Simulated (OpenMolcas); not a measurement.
## AlH2Cl (SMILES [H][Al]([H])[Cl]): the energy, rung by rung

The species is AlH2Cl (4 atoms), meant as a singlet with charge 0. As SMILES, `[H][Al]([H])[Cl]`. Geometry: a GFN2-xTB relaxation, a rough one for these elements and not checked as a minimum.

```xyz
4

Al    0.0498    0.0829   -0.0022
H     1.5870    0.1095    0.0133
H    -0.6511    1.4514   -0.0195
Cl   -0.9857   -1.6439    0.0084
```

Quantity: the energy change with the Al1–H2 bond stretched from 1.538 to 1.922 Å, in eV. The values are calculated.

| level | kind | program | value (eV) | less FCI/STO-3G | CPU time (all runs) |
| --- | --- | --- | --- | --- | --- |
| HF/STO-3G (restricted) | Hartree–Fock | OpenMolcas | 1.65 | +0.39 | 2.8 s |
| SVWN5/STO-3G (restricted) | LDA | OpenMolcas | 1.19 | -0.07 | 5.6 s |
| r2SCAN/STO-3G (restricted) | meta-GGA | OpenMolcas | 1.25 | -0.01 | 7.3 s |
| B3LYP/STO-3G (restricted) | global hybrid | OpenMolcas | 1.26 | 0.00 | 6.5 s |
| M06-2X/STO-3G (restricted) | hybrid meta-GGA | OpenMolcas | 1.38 | +0.12 | 7.1 s |
| PBE0/STO-3G (restricted) | global hybrid | OpenMolcas | 1.30 | +0.04 | 6.2 s |
| ACPF/STO-3G (restricted) | coupled cluster or CI | OpenMolcas | 1.24 | -0.02 | 3.2 s |
| CISD/STO-3G (restricted) | coupled cluster or CI | OpenMolcas | 1.29 | +0.03 | 3.1 s |
| FCI/STO-3G | exact in the basis | OpenMolcas | 1.26 | 0.00 | 7.9 s |

FCI/STO-3G is exact within its basis and frozen core, so for wave-function methods in that basis the difference is their error; functionals converge differently with the basis, so for them it is only a difference. The first shape isn't each level's own minimum. The values span 1.19 to 1.65 eV. All rows use very small basis sets, so even the best lies far from the true value. Times are those of the runs behind each value, whatever else they computed, on shared processors of several kinds: orders of magnitude only.

Restricted Hartree–Fock makes stretching the Al–H bond too costly by 0.39 eV, because its doubly occupied bonding orbital keeps too much ionic character as the atoms separate. Left-right correlation, mainly through excitations into the Al–H antibonding orbital, lowers the stretched geometry more than the initial one. CISD recovers most of this effect, and the small remainder probably reflects missing higher excitations; ACPF, which approximately corrects for size-extensivity, slightly overshoots.

Among the functionals, the cost rises with the share of exact exchange, from SVWN5 and r2SCAN through B3LYP and PBE0 to M06-2X. Semilocal exchange mimics some of the left-right correlation that exact exchange in a single determinant lacks, although the correlation functionals differ too.

Even the FCI value of 1.26 eV is well above what the known stiffness of Al–H bonds would suggest. The likely cause is the minimal basis, whose fixed radial functions can't adapt as the bond lengthens. A single partial stretch doesn't establish the bond dissociation energy.
